**Question**

A cubic crystal of AlGa₃N₄ is strained in two ways. In the biaxial rows edges *a* and *b* are set and *c* relaxes; in the uniaxial rows *a* is set while *b* and *c* relax. For uniaxial strains of +1.5 and +3 %, predict the volume change, the energy change, the band gap and its kind. Is stretching the mirror image of compression?

Strained AlGa₃N₄ (unstrained: P-43m, 8-atom cell, a = 4.465 Å), computed with Ansatz 0.2.0: r2SCAN, plane-wave PAW, scalar-relativistic, no spin polarisation, cutoff 500 eV, 6×6×6 k mesh, Gaussian smearing of 0.02 eV. Atoms and the free cell parameters are relaxed within the symmetry. Changes are relative to the unstrained crystal; gaps are read on the k mesh.

| strain kind | strain (%) | cell freedom | energy change (meV/atom) | volume change (%) | a change (%) | c change (%) | band gap (eV) | gap kind |
| --- | --- | --- | --- | --- | --- | --- | --- | --- |
| biaxial ab | -3 | length and tilt of c free | 18.9 | -3.03 | -3.00 | 3.06 | 2.926 | indirect |
| biaxial ab | -1.5 | length and tilt of c free | 4.5 | -1.46 | -1.50 | 1.57 | 2.873 | direct |
| biaxial ab | 1.5 | length and tilt of c free | 4.2 | 1.33 | 1.50 | -1.64 | 2.630 | direct |
| biaxial ab | 3 | length and tilt of c free | 16.2 | 2.52 | 3.00 | -3.36 | 2.457 | direct |
| uniaxial a | -3 | lengths b and c free, angles held | 5.4 | -0.88 | -3.00 | 1.09 | 2.764 | direct |
| uniaxial a | -1.5 | lengths b and c free, angles held | 1.4 | -0.44 | -1.50 | 0.54 | 2.790 | direct |
| uniaxial a | 1.5 | lengths b and c free, angles held | ? | ? | ? | ? | ? | ? |
| uniaxial a | 3 | lengths b and c free, angles held | ? | ? | ? | ? | ? | ? |

**Model answer**

*Shape.* For small strain, cubic elasticity ties the two experiments together. In the biaxial rows *c* shrinks by $R = 2C_{12}/C_{11} = 1.07$ times the stretch of *a*, where $C_{11}$ and $C_{12}$ are elastic constants. A uniaxial stretch must then narrow the crystal by $R/(2+R) = 0.35$ times itself. Under compression the sides widen slightly more than this, so under tension they should narrow slightly less: by about 1.00 % at a stretch of 3 %.

*Energy.* The same constants make the uniaxial energy, to second order, the biaxial one divided by $2+R$. A small cubic term taken from the two compressed rows corrects it.

*Gap, first limit: volume changes, shape does not.* Compression raises the s-like conduction edge relative to the p-like valence top, so the gap widens. Expansion narrows it.

*Gap, second limit: shape changes, volume does not.* In the cubic crystal three p-like states share the valence top. Let $q$ be the strain along the unique axis minus the strain across it, in per cent. For $q>0$ a pair of states rises by $\beta q$; for $q<0$ the single state rises by $2\beta|q|$. In both cases the states that rise are those with their lobes along the relatively shortened directions. The gap is measured from the highest state, so it narrows either way, but twice as fast for $q<0$.

The p shell of an atom in a weak electric quadrupole field with one axis shows the same rule: the average of its three levels stays put, so one level moves twice as far as the other two, in the opposite direction. The atom supplies only this ratio; the size of $\beta$ and the effect of volume belong to the crystal. The rule neglects spin–orbit coupling, as the calculation does.

The table supports this picture. Between −1.5 and −3 % of uniaxial strain the volume shrinks and yet the gap falls, so the splitting outweighs the volume effect. A fit to the four rows with $q<0$ alone gives 2.877 eV for biaxial −1.5 %, where $q>0$; the table has 2.873 eV. Equal narrowing for both signs would have been 0.04 eV too low.

Adding the two limits gives

$$E_g = E_0 + A\,v - \beta\lambda ,$$

with $v$ the volume change in per cent, $\lambda = q$ for $q>0$ and $\lambda = 2|q|$ for $q<0$. The constants come from the five known rows with a direct gap. The row labelled indirect is left out as a precaution, since such a gap can join other band edges; the remarks return to it.

For +3 %, $v = 0.95$ and $q = 3.00 + 1.00 = 4.00$, so

$$E_g = 2.812 - 0.072\times0.95 - 0.0136\times4.00 = 2.69\ \text{eV}.$$

The predictions for +1.5 and +3 % are:

- volume change: +0.46 ± 0.03 and +0.95 ± 0.08 %
- energy change: 1.5 ± 0.1 and 6.0 ± 0.3 meV/atom
- band gap: 2.75 ± 0.01 and 2.69 ± 0.02 eV, both direct

The ranges are judgements about rounding and neglected higher orders. The direct gap is the least certain item: it rests on $q$ being smaller than in the row labelled indirect, and on expansion lowering the conduction edge at the zone centre.

Stretching is therefore no mirror image. At −3 % the volume effect adds 0.06 eV and the splitting removes 0.11 eV; at +3 % they remove 0.07 and 0.05 eV. Under compression the two effects oppose each other, under tension they work together.

The withheld rows as computed:

| strain kind | strain (%) | cell freedom | energy change (meV/atom) | volume change (%) | a change (%) | c change (%) | band gap (eV) | gap kind |
| --- | --- | --- | --- | --- | --- | --- | --- | --- |
| uniaxial a | 1.5 | lengths b and c free, angles held | 1.4 | 0.47 | 1.50 | -0.51 | 2.751 | direct |
| uniaxial a | 3 | lengths b and c free, angles held | 5.9 | 0.96 | 3.00 | -1.00 | 2.678 | direct |

**Remarks on the reasoning**

The volumes agree to 0.01 percentage points, and both gaps lie within their ranges. Equal narrowing for both signs of $q$ would have given 2.724 and 2.635 eV, too low in both rows. The energies come out slightly below the forecasts but within their ranges; at +1.5 % most of the apparent difference is rounding.

The gap at +3 % is 0.011 eV below the model. Biaxial −3 %, also kept out of the fit, lies below the model by 0.021 eV. The table labels that gap indirect, yet the raw output of the run gives the same 2.926 eV for the smallest direct gap on the mesh, with both band edges at the zone centre, so this miss counts too. The volume grows in one of the two rows and shrinks in the other, so a wrong volume coefficient would shift them in opposite directions. What they share is a large positive $q$, and the miss is larger where $q$ is larger. The good fit at smaller positive $q$ is partly owed to the constant: the unstrained run, which the fit did not use, has a gap of 2.817 eV, 0.005 eV above $E_0$. Measured from that gap, the model's shifts are too high by 0.005, 0.007, 0.016 and 0.026 eV at $q$ of about 2, 3, 4 and 6, and by 0.003 to 0.005 eV in the rows with $q<0$. The pair thus rises more than the fitted $\beta$ allows, and over these strains the ratio between the two signs is below two. Symmetry fixes the 1:2 rule only to first order, so higher-order terms in the strain are the expected cause. The raw band edges place them mainly in the valence top: on the program's energy scale the conduction edge falls by 0.21 to 0.22 eV per per cent of volume in all eight rows, whatever the sign of $q$. Both withheld rows are direct, as forecast.

A film clamped to a substrate, with two cube edges in its plane, is the biaxial case, and the same bookkeeping applies. In the model, 1.5 % of in-plane tension narrows the gap by 0.18 eV, while equal compression widens it by only 0.06 eV; measured from the unstrained gap, the runs give 0.19 and 0.06 eV. These shifts are expected to be more trustworthy than the gaps themselves, which r2SCAN makes too small in nitrides. They hold for this ordered zincblende-type cell, which is probably not the ground state. The gaps and their kinds are read on the k mesh, which can miss a band edge between its points.

The output below gives both fits and the two contributions row by row.

The analysis program printed:

```
biaxial ratio R, shrinkage of c per stretch of a: 1.07
Poisson ratio for small uniaxial strain, from R: 0.3485
fit of band_gap on 5 rows (~has(gap_kind, 'indirect')): constant 2.812 +/- 0.003, coefficient of vol -0.07192 +/- 0.001, coefficient of lift -0.01361 +/- 0.00044; rms 0.00134, worst uniaxial a -0.00225, leave-one-out rms 0.00251
  rows outside the fit (model, value, miss): biaxial ab 2.947, 2.926, 0.0211; uniaxial a 2.751, 2.751, -0.000157; uniaxial a 2.689, 2.678, 0.0108
fit of band_gap on 4 rows (q < 0): constant 2.813 +/- 0.0023, coefficient of vol -0.07225 +/- 0.00075, coefficient of lift -0.01373 +/- 0.00032; rms 0.00076, worst uniaxial a -0.000969, leave-one-out rms 0.0037
  rows outside the fit (model, value, miss): biaxial ab 2.949, 2.926, 0.023; biaxial ab 2.877, 2.873, 0.0036; uniaxial a 2.752, 2.751, 0.00108; uniaxial a 2.69, 2.678, 0.0117
rival with equal lowering, miss at biaxial -1.5 % (eV): -0.03856
rival gap forecasts at uniaxial +1.5 and +3 % (eV): 2.724, 2.635
parts of the gap change in the five-row fit:
         row  q in %  volume part eV  splitting part eV    sum eV
  biaxial ab    6.06          0.2179           -0.08247    0.1355
  biaxial ab    3.07           0.105           -0.04178   0.06323
  biaxial ab   -3.14        -0.09566           -0.08547   -0.1811
  biaxial ab   -6.36         -0.1812            -0.1731   -0.3544
  uniaxial a   -4.09         0.06329            -0.1113  -0.04803
  uniaxial a   -2.04         0.03165           -0.05553  -0.02388
  uniaxial a   2.011        -0.03342           -0.02737  -0.06079
  uniaxial a       4        -0.06838           -0.05443   -0.1228
gap forecasts at +1.5 and +3 %, error bars 0.01 and 0.02 (eV): 2.751, 2.689
volume forecasts at +1.5 and +3 %, error bars 0.03 and 0.08 (%): 0.4646, 0.9508
volume misses, forecast less computed (%): -0.005373, -0.009231
energy forecasts at +1.5 and +3 %, error bars 0.1 and 0.3 (meV/atom): 1.467, 6.026
energy misses, forecast less computed (meV/atom): 0.06749, 0.1261
```
